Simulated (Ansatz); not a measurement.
A series in volume per atom on Au

All results are calculated (Ansatz 0.2.0 development build). Equation of state of a cubic crystal from periodic Kohn-Sham density functional theory without spin; pressure corrected for the finite basis.

Cell of the first row (space group Fm-3m, No. 225):
```
CELL_PARAMETERS angstrom
0.00000 2.02170 2.02170
2.02170 0.00000 2.02170
2.02170 2.02170 0.00000
ATOMIC_POSITIONS crystal
Au 0.00000 0.00000 0.00000
```

Settings of every row: formula Au; structure type fcc; functional r2SCAN; spin treatment none; k mesh 14x14x14; occupation method fermi-dirac; occupation width 0.1 eV; wave cutoff 260 eV; datasets all-electron datasets; density cutoff ratio 7; dirac inner shells no; nucleus point.

Limits: no spin-orbit coupling, which can matter with elements this heavy.

```csv
row,volume per atom (Å³),energy above lowest point (meV/atom),pressure (GPa)
1,16.526,31.93,10.884
2,17.065,6.34,4.559
3,17.604,0,-0.531
4,18.143,?,?
5,18.682,30.44,-7.916
```

Question: what energy above lowest point and pressure should row 4 give?

Worked fit of energy above lowest point. Take u = (V_r/V)^(2/3) − 1 with V_r = 17.334 Å³ an atom, which is twice the finite (Eulerian) strain; such expansions in the strain, on which the Birch-Murnaghan equation of state is built, carry the rest volume and the bulk modulus. The shown rows have u = 0.03234, 0.01048, -0.01025, -0.0487. Least squares give energy above lowest point = 1.108 + 329.81 × u + 19160.1 × u² meV/atom; a straight line predicts inner rows, each left out in turn, worse (root mean square 20 against 0.66 meV/atom). The rows lie off it by 0.12, -0.33, 0.26, -0.05 (root mean square 0.22 meV/atom). The withheld row has u = -0.02995, so the fit gives 1.108 + 329.81 × (-0.02995) + 19160.1 × (-0.02995)² = 8.42 meV/atom.

The calculation gave 8.93 meV/atom. The fit lies 0.51 meV/atom (5.7 % of the value, 1.6 % of the column's range) below it; its largest miss of a shown row is 0.33 meV/atom.

Worked fit of pressure. Take u = (V_r/V)^(2/3) − 1 with V_r = 17.334 Å³ an atom, which is twice the finite (Eulerian) strain; such expansions in the strain, on which the Birch-Murnaghan equation of state is built, carry the rest volume and the bulk modulus. The shown rows have u = 0.03234, 0.01048, -0.01025, -0.0487. Least squares give pressure = 1.8862 + 247.336 × u + 947.18 × u² GPa; a straight line predicts inner rows, each left out in turn, worse (root mean square 0.97 against 0.047 GPa). The rows lie off it by 0.008, -0.023, 0.018, -0.003 (root mean square 0.015 GPa). The pressure vanishes at u = -0.0079, or V = 17.54 Å³ an atom, and there the bulk modulus at fixed shape and fractions is B = −V dP/dV = (2/3)(1 + u) dP/du = 154 GPa. The withheld row has u = -0.02995, so the fit gives 1.8862 + 247.336 × (-0.02995) + 947.18 × (-0.02995)² = -4.672 GPa.

The calculation gave -4.63 GPa. The fit lies 0.042 GPa (0.22 % of the column's range) below it; its largest miss of a shown row is 0.023 GPa.
